Q: I have a flexible chain with three silicon atoms. Which shape does the molecule take at room temperature?

Conformers of CC[C@@H]([SiH3])[C@H]([SiH3])[SiH2]C without solvent, with PBE0-D3(BJ)/6-31G(d) energies (PySCF 2.14.0) at GFN2-xTB geometries (tblite 0.8.0). Free energies and weights, at 298.15 K, add GFN2-xTB quasi-harmonic terms to the DFT energies. The torsions are, in order, C1–C2–C3–Si4, Si4–C3–C5–Si6 and Si6–C5–Si7–C8.

| number | torsions in degrees | GFN2-xTB energy above its lowest (kcal/mol) | DFT energy above the lowest (kcal/mol) | free energy above the lowest (kcal/mol) | weight (%) | dipole (D) |
| --- | --- | --- | --- | --- | --- | --- |
| 1 | (62,-161,67) | 0.000 | 0.010 | 0.000 | 31.60 | 0.300 |
| 2 | (60,53,61) | 1.120 | 0.260 | 0.130 | 25.50 | 1.270 |
| 3 | (63,-157,-43) | 0.600 | 0.000 | 0.130 | 25.30 | 0.860 |
| 4 | (63,-154,179) | 0.980 | 0.230 | 0.590 | 11.60 | 0.690 |
| 5 | (169,-146,62) | 1.380 | 0.780 | 0.980 | 6.00 | 0.130 |

A: It takes several at once. Row 1 has the largest weight, 31.6 %, and rows 2 and 3 hold about a quarter each. The reason is the scale of the energies: the DFT values span 0.78 kcal/mol, while the thermal energy RT is about 0.59 kcal/mol. A shape must lie several RT above the lowest before it becomes rare, and none of these five does.

Q: Row 3 has the lowest DFT energy. Why does row 1 have the larger weight?

A: The weights follow the free energy, which adds the vibrational and other thermal terms to the DFT energy. In energy the two rows are tied, 0.010 against 0.000 kcal/mol. The thermal terms, taken from GFN2-xTB, then favour row 1 by 0.14 kcal/mol. Its lead over row 3 therefore comes from how the molecule vibrates and rotates in each shape, as the cheaper method describes it.

Q: What do the shapes look like? The torsions tell me little.

A: Follow the main chain C1–C2–C3–C5–Si7–C8, with one silyl group on C3 (Si4) and one on C5 (Si6). The middle torsion measures the angle between these two silyls, so it hides the chain. In row 2 the silyls are close neighbours, at 53°, and the chain runs straight. In the other rows the silyls point roughly away from each other, and the chain is bent at C3–C5.

A likely reason why straightening the chain brings no gain is that the bond C3–C5 is crowded either way. Each end carries two heavy groups, and in both arrangements three pairs of them are gauche, that is, roughly 60° apart when seen along the bond. Going from row 1 to row 2 replaces the contact between C2 and Si7 by one between the silyls. The DFT energy rises by only 0.25 kcal/mol, though GFN2-xTB gives 1.12 kcal/mol.

Q: Can I then rank the shapes by counting gauche contacts, as for butane?

A: Butane is the right place to start. Its gauche form lies roughly 0.9 kcal/mol above the straight one, because the two methyl groups come close. The simplest model gives every gauche pair of heavy groups that same price, with nothing fitted. Butane, however, has only one kind of contact and a skeleton of C–C bonds alone, and here the transfer fails.

Row 1 has five contacts: three across C3–C5, one between C1 and Si4, and one between C8 and Si6. In row 3 the methyl group C8 sits between Si6 and C3, which makes six. The model would put row 3 about 0.9 kcal/mol above row 1, yet DFT finds them level. Row 5 fails in the opposite way: it has five contacts, like row 1, but costs 0.77 kcal/mol more.

Q: So what matters, if not the number of contacts?

A: Probably how close the groups really come, and that depends on the bonds between them. A C–Si bond is about 1.9 Å long, a C–C bond about 1.5 Å. In row 3 the methyl group turns about a C–Si bond, so even in a gauche position it keeps some distance from C3. In row 5 the end of the ethyl group gives up its place beside Si4, which sits on a long C–Si bond, for one beside C5, which sits on a short C–C bond, and so has less room.

Row 5 has a second handicap. Along the branch C1–C2–C3–C5–Si6 two successive turns have opposite sense, which folds C1 back towards the silyl group Si6, much as the two ends of pentane meet when it is folded in this way. Rows 3 and 4 contain such a fold too, but theirs runs over two or three C–Si bonds, and that of row 5 over only one. The geometry fits this reading: the middle torsion moves from −161° in row 1 to −146° in row 5, which takes Si6 away from C1.

This is an argument from structure, since the calculation does not split the energy into contacts. It also has a limit: it does not explain why row 4 lies 0.23 kcal/mol above row 3. And it rests on a single turn of the ethyl group, so it is no rule for other chains.

Q: Would another method give the same picture?

A: Partly. GFN2-xTB puts rows 2 to 5 in the same order as DFT, with row 3 lowest and row 5 highest, though rows 2 and 4 are nearly tied in DFT. It differs over row 1, which it favours against the others by 0.6 to 0.9 kcal/mol more than DFT does. With its energies, row 1 would hold about 61 % of the mixture.

This touches the argument above. That row 3 is no worse than row 1 is a DFT result; in GFN2-xTB it costs 0.60 kcal/mol. That the ethyl turn is dearer than either turn of the methyl group on silicon holds in both methods. Nothing here decides which method treats row 1 better. The DFT energies were computed at GFN2-xTB geometries and with a small basis set, which tends to favour shapes with close contacts. Part of the low cost of row 3 may come from that, and a larger basis set would be the first test.

Q: What would a polar solvent change?

A: It would probably favour row 2, which has the largest dipole, 1.27 D against 0.30 D for row 1. A crude model, a dipole in a spherical cavity, gives a relative gain of the order of a tenth of a kcal/mol. That sounds negligible, but row 2 lies only 0.13 kcal/mol above row 1 in free energy. The two could well change places.

Q: Then which digits of the weights may I quote?

A: Hardly the first. Suppose row 2 really lay 0.3 kcal/mol lower, a shift well below the disagreement between the two methods. Its Boltzmann factor grows by exp(0.3/0.59), about 1.66, so its share of 0.255 becomes 0.423. The other rows keep 0.745, and the new weight is 0.423/(0.423 + 0.745), or 36 %. The same shift upwards gives 17 %.

The set of shapes adds its own doubt, because the search may be incomplete: a shape found with the force field was lost in GFN2-xTB, and the third arrangement about C3–C5, with its two hydrogens opposite each other, is absent from the five rows, which does not show that it is unstable. The five rows cover about 90 % of the weight that GFN2-xTB assigns to the shapes it compared. If the rest gain on row 1 in DFT as rows 2 to 5 do, they would take roughly a sixth of the mixture. I would report three shapes of similar weight, whose order is open, then row 4, row 5 as a minor one, and an uncertain share for shapes outside the table; the output below shows how the weights move with the choice of energies.

Printed output of the fit:

```
Energies against row 1 in kcal/mol and contacts:
  row    DFT  GFN2-xTB  GFN2-xTB less DFT  thermal term  gauche contacts  opposed turns
    1      0         0                  0             0                5              0
    2   0.25      1.12               0.87         -0.12                5              0
    3  -0.01       0.6               0.61          0.14                6              1
    4   0.22      0.98               0.76          0.37                5              1
    5   0.77      1.38               0.61          0.21                5              1
Weights in percent:
  row  from free energies  DFT energies alone  GFN2-xTB energies with thermal terms
    1               31.58               27.51                                 60.88
    2               25.36               18.04                                 11.26
    3               25.36               27.98                                 17.46
    4               11.67               18.98                                 6.237
    5                6.04                 7.5                                 4.159
RT at 298.15 K in kcal/mol: 0.5925
Span of DFT energies in kcal/mol: 0.78
Mean DFT energy of the rows with five contacts less row 3 in kcal/mol: 0.32
Mean excess of GFN2-xTB over DFT in rows 2 to 5 in kcal/mol: 0.7125
Row 1 weight at 350 K with free energies held fixed in percent: 30.02
Row 5 weight at 350 K with free energies held fixed in percent: 7.335
Row 2 weight if it lay 0.3 kcal/mol lower in percent: 36.22
Row 2 weight if it lay 0.3 kcal/mol higher in percent: 17.1
Rough share of omitted forms if they shift like rows 2 to 5 in percent: 16.88
Root mean square dipole of the mixture in D: 0.8265
Share of row 2 in the mean square dipole in percent: 60.21
Crude solvent shift of row 2 against row 1 in kcal/mol: -0.1713
```
